**Problem: the magnetic moment of a d³ ion in a weakening octahedral field**

A Mn⁴⁺ ion (3d³) sits among six point charges whose distance R is varied, and is treated by CASSCF in the 3d shell with spin-orbit coupling. The first excitation is the energy of the lowest level above the ground level. χT is the molar susceptibility times temperature, in cm³ K/mol. G8 is the fourfold double-group representation of the octahedron.

Mn⁴⁺ in a regular octahedron of six point charges of −1.5 e, computed with OpenMolcas 26.06: state-averaged CASSCF (three electrons in the five 3d orbitals), ANO-RCC-VDZP basis, DKH2 Hamiltonian, spin-orbit coupling by state interaction with atomic mean-field integrals. χT is the powder susceptibility times temperature from Van Vleck's formula.

```tsv
distance of the charges (Å)	first excitation (cm⁻¹)	χT at 2 K (cm3 K/mol)	χT at 50 K (cm3 K/mol)	χT at 300 K (cm3 K/mol)
1.720	3860	1.37	1.39	1.52
1.910	2310	1.08	1.12	1.32
1.960	2040	0.995	1.04	1.26
2.060	1610	0.823	0.875	1.15
2.100	1470	0.755	0.810	1.10
2.270	1000	0.491	0.560	0.923
```

**(a) How fast does the first excitation fall with R, and why?**

*Solution.* A least-squares line of ln(first excitation) against ln R through all six rows has slope −4.85 and leaves errors no larger than 0.5 % of the tabulated values, close to their rounding. Electrostatics gives nearly this power. The potential of a charge q outside the electron cloud expands in terms rᵏ/Rᵏ⁺¹. For d electrons only k = 0, 2 and 4 count; k = 0 shifts all orbitals alike and k = 2 cancels in cubic symmetry. The splitting is then Δ = 10Dq = (5/3)q⟨r⁴⟩/R⁵ in atomic units, with ⟨r⁴⟩ the mean fourth power of the 3d radius.

A strict R⁻⁵ law, scaled to all rows, is 2.1 % too high at 1.72 Å and 1.6 % too low at 2.27 Å, which rounding cannot cover. Spin-orbit shifts are part of the reason: between 1.91 and 2.10 Å the first excitation gives −4.7, but the spin-free ⁴T₂ term of the same calculation gives −4.89. A possible cause of the rest is the tail of the 3d density beyond the charges, where r⁴/R⁵ turns into the smaller R⁴/r⁵ and weakens the field most at short distance. The sign fits, but the size is a guess.

**(b) Is the first excitation equal to 10Dq?**

*Solution.* Nearly. The free-ion ⁴F term splits into ⁴A₂ (ground), ⁴T₂ at Δ and ⁴T₁ at 1.8Δ when mixing with ⁴P is neglected; the calculation has a ⁴T₁/⁴T₂ ratio of 1.78 at 1.91 Å and 1.79 at 2.10 Å. Spin-orbit coupling splits ⁴T₂ into four levels and pushes the ground level down, and the column holds the lowest of the four. At 1.91 Å this is 2310 cm⁻¹ against a term energy of 2385 cm⁻¹, and at 2.10 Å it is 1474 against 1500. In these two rows the lowest level is the twofold G7, with a G8 level above it by 73 cm⁻¹ (2383 − 2310) and by 8 cm⁻¹ (1482 − 1474). The model of part (e) puts G8 lowest at 2.27 Å, so the last entry probably refers to another level than the rest.

**(c) Spin 3/2 alone gives χT = 1.88. Why is χT at 2 K smaller in every row, and smallest at the longest distance?**

*Solution.* The spin does not change. The ground level is the G8 quartet in all rows, with 99.9 % quartet character at 1.91 and 2.10 Å, where the doublets lie above 21000 cm⁻¹. What grows is an orbital moment opposed to the spin.

⁴A₂ is orbitally non-degenerate, so ⟨L⟩ = 0 in first order, which is the quenching of the orbital moment. L transforms as T₁, and A₂ × T₁ = T₂, so L connects ⁴A₂ to ⁴T₂ alone. In the M_L basis of L = 3 the A₂ state is (|2⟩ − |−2⟩)/√2, and L_z turns it into 2(|2⟩ + |−2⟩)/√2, a T₂ state, so the matrix element is 2 along each axis. Two operators contain L: the spin-orbit term λL·S, with λ = ζ/3 > 0 for a d³ quartet (ζ is the one-electron constant), and the orbital Zeeman term μ_B B·L. Their joint second-order energy is

E⁽²⁾ = −4(λS + μ_B B)²/Δ = −4λ²S(S+1)/Δ − 8λμ_B B·S/Δ − 4μ_B²B²/Δ.

The first term lowers the ground level by 15λ²/Δ and is isotropic, so it causes no zero-field splitting; symmetry keeps G8 whole in a regular octahedron in any case. The second adds to the spin Zeeman term gₑμ_B B·S and gives g = gₑ − 8λ/Δ. The third is taken up in (d). As R grows, Δ falls and g falls with it.

The numbers follow this. Removing the linear rise with T from the 2 K value and reading the rest as an effective spin 3/2 gives g = 1.71 at 1.72 Å and 1.02 at 2.27 Å; a G8 level has two Zeeman parameters, so this g is a powder average. The ⁴A₂ weight of the ground level in the calculation drops from 0.948 at 1.91 Å to 0.883 at 2.10 Å.

**(d) Why does χT rise with temperature? Estimate the row at 1.91 Å.**

*Solution.* The term −4μ_B²B²/Δ is a moment induced by the field itself. With χ = −N ∂²E/∂B² it gives a temperature-independent Van Vleck susceptibility 8Nμ_B²/Δ (N is Avogadro's number), so χT is a constant plus a straight line whose slope rises as Δ falls. The slope between 2 and 300 K grows from row to row, from 0.50 × 10⁻³ to 1.45 × 10⁻³ cm³/mol.

Thermal population adds little, because kT at 300 K is 209 cm⁻¹ and the smallest gap is 1000 cm⁻¹. On the finer temperature grid of the same calculation the slope at 1.72 Å is 0.511 × 10⁻³ both at 2–50 K and at 250–300 K. At 2.27 Å, where the Boltzmann factor reaches 0.008, it bends up from 1.438 to 1.475 × 10⁻³.

For 1.91 Å take Δ = 2385 cm⁻¹ and λ = 145 cm⁻¹, from the fit in (e), which included this row. Then g = 2.002 − 8 × 145/2385 = 1.516, and the Curie part is 1.880 × (1.516/2.002)² = 1.078. With Nμ_B²/hc = 0.26 cm³ mol⁻¹ cm⁻¹ the slope is 8 × 0.26/2385 = 0.87 × 10⁻³ cm³/mol. This gives 1.078 + 0.002 = 1.08 at 2 K, as in the table, and 1.078 + 0.26 = 1.34 at 300 K against 1.32, because the second-order slope is already too steep.

**(e) Where does second order fail, and what is the limit of large R?**

*Solution.* The remedy is to diagonalise the cubic field and λL·S together in the 28 states of ⁴F and to apply Van Vleck's formula. In each row Δ was chosen to reproduce the first excitation, and a single λ was fitted by least squares to all 18 values of χT. The result is λ = 145 cm⁻¹ with a largest deviation of 0.004 cm³ K/mol, about what the rounding of the table allows. Spin-orbit coupling and Van Vleck's formula are part of the calculation itself, so the agreement shows only that ⁴F with one λ is enough. Quantities outside the fit agree as well: both ⁴A₂ weights are reproduced to three figures. The spin-orbit lowering of the ground level, 93 to 291 cm⁻¹ in the calculation, comes out short by 12 to 14 cm⁻¹ in every row. Coupling to the omitted doublets would give such a nearly constant remainder, since they move little with R. The size fits too: in second order this lowering is the doublet weight in the ground level times the height of the doublets, and 0.06 % (at 1.91 and 2.10 Å) of 2 to 3 × 10⁴ cm⁻¹ is 12 to 18 cm⁻¹.

With the same λ and Δ, second order matches χT at 2 K within 0.005 for the three shortest distances. It is then too low by 0.025, 0.040 and 0.132, the last being 27 % of the tabulated 0.491. Its slope is too large in all rows, 2.04 against 1.45 × 10⁻³ cm³/mol in the last. The expansion runs in λ/Δ, but with a large factor: the first correction to g is 8λ/Δ, which at 2.27 Å (λ/Δ = 0.142) exceeds half of gₑ.

The linear formula would drive g through zero at λ/Δ = 1/4, whereas the ion tends to the free ⁴F₃/₂ level. Its Landé factor is 3/2 + (15/4 − 12)/(15/2) = 0.4, and the model gives χT = 0.077 at 2 K for Δ = 0. J = 3/2 is itself a G8 level in the octahedron, so theory has the ground level passing from one limit to the other without a crossing, and the table covers the middle of that path.

**(f) What would change with another charge, ion or site?**

*Solution.* With fixed orbitals Δ is linear in q, so doubling the charge equals scaling R by 2^(−1/5) = 0.871. The Curie part depends only on λ/Δ: at 1.91 Å the model raises χT at 2 K from 1.08 to 1.45 whether Δ is doubled or λ is halved. The slope separates the two cases, as it depends on Δ alone in second order. By the same argument Cr³⁺, with smaller ζ and a larger 3d shell, would lie nearer to spin-only at equal distance and charge. Octahedral d⁸ has ³A₂ with negative λ, so g and χT would rise above spin-only as the field weakens. A tetrahedron inverts the splitting and gives d³ a ⁴T₁ ground term with an unquenched orbital moment, to which the second-order formulas above do not apply. An axial distortion would split G8 into two doublets and lower χT at the lowest temperatures.

**(g) Which digits can be trusted, and what carries over to Mn⁴⁺ compounds?**

*Solution.* As properties of the model the three figures hold, and the steps between rows far exceed the rounding, which is 0.1 to 0.5 % of the first excitation. The exponent deserves two figures, 4.9; local exponents between neighbouring rows scatter from 4.7 to 4.95, partly through rounding and partly because the relative spin-orbit shift of the lowest level changes with R. The fitted λ is an effective value of a model without ⁴P and doublets.

As statements about compounds not even the first figure holds. Point charges lack covalency and overlap. A rough recalled 10Dq for real octahedral Mn⁴⁺ is 2 × 10⁴ cm⁻¹, five times the model Δ at 1.72 Å and eight times that at 1.91 Å. With this Δ and the same λ the model gives g = 1.94 and χT = 1.80 at 300 K, and covalency would reduce the orbital contribution further. In octahedral Mn⁴⁺ oxides and fluorides the ²E doublet lies below ⁴T₂, beyond their crossing in the Tanabe-Sugano diagram, so the first excitation there is a spin flip and no longer measures 10Dq. The ground term stays ⁴A₂. The table is far from that crossing, and its position would also depend on dynamic correlation, whose absence places the doublets too high, and on the small basis. The strongly reduced χT is therefore an artefact of the weak field, while the direction of the trend is sound.

A point-charge χT for an ion whose A₂ ground term comes from a free-ion F term should be read against 8λ/Δ, with Δ first compared to the optical splitting of the compound. In these rows second order served at 2 K up to 8λ/Δ of about one half and fell increasingly short beyond it.
